What happens to a valence level when the number of electrons is held at fourteen and the nucleus gains one proton at a time? The series from Si to Ni14+, computed as spin-polarised, scalar-relativistic LDA atoms, isolates this question. Every row has the same occupations, with the empty 3p down level above the filled 3p up level, so the nuclear charge Z is the only thing that changes.

Silicon-like atoms and ions from Si to Ni14+, all [Ne] 3s2 (3p up)2, computed with ld1.x of Quantum ESPRESSO 7.5. The all-electron Kohn-Sham runs are scalar-relativistic and spin-polarised, with LDA (Slater exchange, VWN5 correlation), spherical densities and a point nucleus. Eigenvalues are negative for bound levels.

| species | Z | charge (e) | eigenvalue (3p up) (eV) | mean radius (3p up) (bohr) | mean inverse radius (3p up) (1/bohr) | hartree energy (hartree) |
| --- | --- | --- | --- | --- | --- | --- |
| Si | 14 | 0 | -4.6224 | 2.7435 | 0.49306 | 132.14 |
| P+ | 15 | 1 | -15.003 | 2.1117 | 0.63881 | 148.00 |
| S2+ | 16 | 2 | -28.980 | 1.7505 | 0.77321 | 163.56 |
| Cl3+ | 17 | 3 | -46.312 | 1.5065 | 0.90177 | 178.97 |
| Ar4+ | 18 | 4 | -66.887 | 1.3275 | 1.0267 | 194.28 |
| K5+ | 19 | 5 | -90.645 | 1.1892 | 1.1492 | 209.53 |
| Ca6+ | 20 | 6 | -117.55 | 1.0786 | 1.2700 | 224.74 |
| Sc7+ | 21 | 7 | -147.57 | 0.98770 | 1.3894 | 239.93 |
| Ti8+ | 22 | 8 | -180.71 | 0.91152 | 1.5079 | 255.11 |
| V9+ | 23 | 9 | -216.94 | 0.84663 | 1.6257 | 270.29 |
| Cr10+ | 24 | 10 | -256.27 | 0.79061 | 1.7429 | 285.47 |
| Mn11+ | 25 | 11 | -298.68 | 0.74171 | 1.8597 | 300.66 |
| Fe12+ | 26 | 12 | -344.18 | 0.69862 | 1.9762 | 315.86 |
| Co13+ | 27 | 13 | -392.77 | 0.66035 | 2.0924 | 331.07 |
| Ni14+ | 28 | 14 | -444.45 | 0.62610 | 2.2085 | 346.31 |

The eigenvalue ε is the Kohn-Sham energy of the 3p up orbital, and ⟨r⟩ and ⟨1/r⟩ are its mean radius and mean inverse radius. The Hartree energy E_H is the classical repulsion of the whole electron cloud with itself, self-repulsion included, and so belongs to the ion rather than to the 3p shell.

**The yardstick: a hydrogen-like ion.** Measuring lengths in units of 1/Z turns the orbital equation into Z² times a hydrogen problem, perturbed by an electron-electron potential of relative size 1/Z. Zeroth order gives ε = −Z²/18 hartree and ⟨1/r⟩ = Z/9 for n = 3. First order adds the 3p average of the Hartree and Slater-exchange potentials of fourteen electrons in unscreened hydrogen orbitals, and both potentials scale as Z. Numerical integration, with correlation left out and nothing fitted, gives the coefficient e₁ = 1.161 hartree. The same density gives a limiting slope of E_H of 14.77 hartree per proton.

The series is then ε = −Z²/18 + e₁Z + b + c/Z, where b and c absorb the relaxation of the orbitals together with the correlation and relativity that the first two terms leave out. An unweighted least-squares fit to all fifteen rows gives b = −5.002 and c = −6.74 hartree; the two trade against each other and carry no separate meaning. For Ni14+, a row of the fit:

ε = −784/18 + 1.1609 × 28 − 5.002 − 6.74/28 = −43.556 + 32.505 − 5.002 − 0.241 ≈ −16.29 hartree, or about −443 eV.

The tabulated −444.45 eV lies 1.07 eV deeper, a quarter of a percent of the level. The analogy with hydrogen thus fixes the leading powers of Z. It is strained near neutrality, where repulsion cancels most of the nuclear pull, and it contains no relativity. The residuals run smoothly along the series and mostly lie far above the rounding of the table, so the three-term series is a good description and not an exact one.

**Si to Ar4+.** Each step deepens the level by more than the step before, and the hydrogen picture sets this increment at 1/9 hartree, or 3.02 eV. The first increment is 3.60 eV. The Hellmann-Feynman relation dε/dZ = −⟨1/r⟩ + ⟨dV/dZ⟩, with V the electron-electron potential, shows where the excess sits, the second term being taken as the remainder. Between the first two steps the nuclear part, from the mean ⟨1/r⟩ of neighbouring rows, grows by 19.21 − 15.40 = 3.81 eV, and the denser cloud returns only 0.21 eV of that. The excess therefore comes from a 3p orbital that contracts faster than a hydrogenic one.

The reason for that fast contraction is argued from the shell sizes. In Si the 3p electron lies far outside a compact neon core and feels a net charge of only 9⟨1/r⟩ = 4.44. One more proton is a large fraction of that charge but a small fraction of what the core feels, so 3p shrinks faster than the core and overlaps it more. The screening number Z − 9⟨1/r⟩ accordingly falls from 9.56 at Si to 8.76 at Ar4+, and goes on falling in every later row. A single screening constant in −(Z − σ)²/18, fitted by least squares to all rows, misses the level by up to 9 eV, with opposite signs at the two ends.

Si itself is the worst row of the series, which is off there by 1.36 eV on a level of −4.62 eV. It is also irregular in shape: the product ⟨r⟩⟨1/r⟩, which grows with the radial spread of the orbital, dips from 1.353 at Si to 1.349 at P+ and rises steadily only afterwards. The likely cause is the long tail of a weakly bound orbital: in the same runs the product for the shallower 3p down orbital dips further from Si to P+, while that for the deeper 3s up rises. The self-interaction error of LDA makes the eigenvalue too shallow to be an ionisation energy, which for Si is roughly 8 eV as a recalled value. That error should scale like a repulsion, about as Z, and so weigh less against a level that grows as Z².

**K5+ to Mn11+.** Here the shell takes on hydrogenic order. For hydrogen ⟨r⟩ = [3n² − l(l+1)]/2Z, which puts 3d inside 3p and 3p inside 3s, the reverse of what strong screening produces. In the same calculations the empty 3d up orbital first falls inside 3p up at Ti8+ (its mean radius is then smaller by between one and two percent). The 3p up orbital first draws level with 3s up, and marginally inside it, at Mn11+ (0.7417 against 0.7418 bohr).

The level and the radius nevertheless report different screening in all rows. Reading σ from ε = −(Z − σ)²/18 gives a number between 2.58 and 2.73 higher than Z − 9⟨1/r⟩. A hollow charged sphere explains the sign: inside it the potential is constant, so it lifts the energy of an enclosed charge and exerts no force on it. Any charge lying outside the 3p electron acts in this way, raising ε without expanding the orbital. That covers part of the n = 3 charge, the orbital's own self-repulsion included, since it lies at about the 3p radius. It also covers part of the neon core, chiefly 2p, because the inner lobe of 3p reaches inside it. The picture is only partial, since these shells interpenetrate, and it is an argument rather than something the columns separate.

**Fe12+ to Ni14+.** A series in 1/Z should sink towards its limits, and two quantities stop doing so. The level increment averages 3.09 eV over its last five values, flat within the 0.02 eV that rounding allows, where the fitted series would have reached 3.04 eV near Co13+. A hydrogenic estimate of the relativistic 3p shift, which grows as Z⁴α² with α the fine-structure constant, adds between 0.05 eV (screened charge) and 0.10 eV (bare charge) to the increment at Co13+, and the lower figure matches the gap to the fitted series. The estimate leaves out the extra screening by the contracted core, which works the other way, so the bare-charge figure is too high. Relativity is the likely cause, though these rows cannot test it, because all are scalar-relativistic.

The step in E_H does more than flatten: it falls from 15.86 hartree to 15.18 at the steps ending on Ti8+, V9+ and Cr10+, and climbs back to 15.24, a rise several times the rounding. Relativistic contraction of the inner shells is present in these runs, for the 1s up ⟨1/r⟩ exceeds Z by 0.045 per bohr at Ni14+, while screening without relativity would keep it below Z, as it is at Si. A tighter core repels itself more strongly, which would turn the step upward.

The rows cannot measure this share, but they point to it: the step in the 1s up ⟨1/r⟩, which should settle at 1 per bohr without relativity, grows from 1.009 at the first step to 1.057 on average over the last two. With the computed slope held fixed, a least-squares fit of a constant and a 1/Z term to all rows leaves an rms residual of 0.19 hartree, worst at Ni14+. A freely fitted α²Z³ term lowers this to 0.105 hartree and moves the worst row to Si, still far above the rounding. The largest remaining misfit lies near neutrality, where the short series is strained, so the fitted term is no measure of the relativistic part. At this end the spherical, spin-orbit-free level also stands for a ³P term whose fine structure spans roughly 2 eV in Fe12+, a rough recalled size.

**A neighbouring series.** The scaling argument carries over directly. With one 3p electron fewer, the aluminium-like ions keep −Z²/18 and hence the same limiting increment, but have a smaller e₁ and a deeper level at equal Z. In the carbon-like ions the 2p level follows −Z²/8, so without relativity its increment tends to 1/4 hartree and its ⟨1/r⟩ step to 1/4 per bohr.
